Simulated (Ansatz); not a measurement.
## Abstraction of Cl: C2H5ClSi2 + CHClI → C2H5Si2 + CHCl2I

Species: C2H5ClSi2 `[SiH3]C#C[SiH2]Cl`, singlet; CHClI `Cl[CH]I`, doublet; C2H5Si2 `[SiH2]C#C[SiH3]`, doublet; CHCl2I (dichloroiodomethane) `ClC(Cl)I`, singlet. A radical takes Cl: the energy is the difference in strength between the Si–Cl bond broken and the C–Cl bond made.

Shapes, held fixed at every level: PBE0-D4/def2-TZVP. Programs: Ansatz 0.2.0. Electronic energies: no zero-point or thermal term.

(1) Estimate ΔE of this reaction.

## Answers

(1) B2PLYP/def2-TZVPP gives ΔE = +148.3 kJ/mol; the levels span +118.8 to +158.1. The median of the levels is +145.3. No measured value is set beside it here. Spin contamination: C2H5Si2 (⟨S²⟩ up to 0.88). Open shells run unrestricted. For atoms past krypton def2 sets carry core potentials with scalar relativity. Outer-core shells of I are correlated, in sets that cover them unevenly. Times are processor times on shared x86 and Arm servers, and rough.

```tsv
level	kind	ΔE (kJ/mol)	CPU time (sum over the molecules)
SPW92/def2-TZVPP	LDA	+118.8	14 s
r2SCAN-D4/def2-TZVPP	meta-GGA	+145.3	50 s
B3LYP-D4/def2-TZVPP	global hybrid	+143.1	48 s
BHLYP-D4/def2-TZVPP	global hybrid	+158.1	42 s
PBE0-D4/def2-TZVPP	global hybrid	+139.0	36 s
r2SCAN0-D4/def2-TZVPP	global hybrid	+152.6	59 s
B2PLYP/def2-TZVPP	double hybrid	+148.3	61 s
```

Every level makes the chlorine transfer strongly endothermic, so the Si–Cl bond broken is much stronger than the C–Cl bond made. Silicon's low electronegativity gives Si–Cl a large ionic contribution, reinforced by donation from chlorine lone pairs into σ* orbitals on silicon. On the carbon side, the halogen lone pairs stabilise the CHClI radical, and crowding of three halogens on one carbon probably weakens the new bond further. Delocalisation of the silyl radical into the alkyne should lower the cost, but evidently not enough to offset this.

The sign is secure, the magnitude less so: going from r2SCAN-D4 to r2SCAN0-D4 raises ΔE from +145.3 to +152.6 kJ/mol, possibly because exact exchange alters the balance between the polar bonds and the delocalised radical. Since two molecules give two molecules, entropy is unlikely to overturn the preference. The reverse chlorine transfer is correspondingly downhill, but that does not make it the favoured reaction of the silyl radical with CHCl2I, where abstraction of the more weakly bound iodine would compete.
